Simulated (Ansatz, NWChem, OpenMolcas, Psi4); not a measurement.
**Computed against measured: atomisation enthalpy at 298 K**

6 molecules without hydrogen; the atomisation enthalpy at 298 K in kJ/mol, computed less measured. Shapes, held fixed at every level: PBE0-D4/def2-TZVP. Thermal terms are harmonic and unscaled (PBE0-D4/def2-TZVP); the spin-orbit lowering of the free atoms is taken from their spectra. Programs: Ansatz 0.2.0, NWChem 7.3.0, OpenMolcas 26.06, Psi4 1.11. A level may come from different programs for different species; with the same settings they agree closely. Measured values: Active Thermochemical Tables, NIST-JANAF tables.

Levels: A = B3LYP/6-31G* (spherical functions); B = PBE0-D4/def2-TZVPP; C = MP2/STO-3G; D = CCSD(T)/def2-SVP.

| molecule | from tabulated heats | A | B | C | D |
| --- | --- | --- | --- | --- | --- |
| CO (carbon monoxide) | 1077 | -30 | -17 | -198 | -43 |
| BOF (SMILES O=BF) | 1501 | -26 | -31 | -184 | -88 |
| CS2 (carbon disulfide) | 1154 | -30 | +28 | -54 | -95 |
| SO2 (sulfur dioxide) | 1072 | -144 | -31 | -937 | -249 |
| BCl3 (boron trichloride) | 1337 | -45 | +34 | -51 | -65 |
| SO3 (sulfur trioxide) | 1420 | -215 | -21 | -1673 | -368 |

(1) Sum up the errors.

Results:

(1) 
```csv
level,kind,mean error,mean absolute error,worst case
B3LYP/6-31G* (spherical functions),global hybrid,-81.7,81.7,SO3
PBE0-D4/def2-TZVPP,global hybrid,-6.3,27.0,BCl3
MP2/STO-3G,perturbation theory,-516.2,516.2,SO3
CCSD(T)/def2-SVP,coupled cluster or CI,-151.3,151.3,SO3
```

On this set PBE0-D4/def2-TZVPP has the smallest mean absolute error and MP2/STO-3G the largest. B3LYP/6-31G* (spherical functions) is too low in 6 of 6; PBE0-D4/def2-TZVPP is too low in 4 of 6; MP2/STO-3G is too low in 6 of 6; CCSD(T)/def2-SVP is too low in 6 of 6. Heats of the atoms come from ATcT where it has them, that of boron, 570 kJ/mol, from recent work. The levels differ in basis as well as in method. The tabulated value of BOF is in doubt (older tables, estimates, or at odds with other calculations) and kept here. Over the 5 molecules whose values aren't doubted the mean absolute errors are A 92.8; B 26.2; C 582.6; D 164.0. Where a negative error exceeds the measured value, the molecule comes out unbound. Correlated wave functions converge slowly with the basis. The set is small.

The largest deficits at three of the four levels fall on SO2 and SO3, whereas CS2 is much less affected, so the difficulty lies with sulfur in a high oxidation state rather than with sulfur as such. Its strongly polar bonds to oxygen need d functions to polarise the density around sulfur and to accept back-donation from oxygen lone pairs; this doesn't require d orbitals as true valence orbitals. STO-3G has none on sulfur, and there MP2 even places SO3 above its separated atoms. Its much smaller errors for CS2 and BCl3 probably reflect compensation between basis deficiency and MP2 overbinding.

PBE0 shows no such concentration of error in the sulfur oxides, but its small mean error hides a cancellation: the oxygen-containing molecules are underbound, CS2 and BCl3 overbound. That CCSD(T) trails it reverses the order expected near the basis limit, and probably reflects pair correlation gained on bonding that def2-SVP can't recover. The ranking therefore doesn't support preferring PBE0 to coupled cluster as a method.
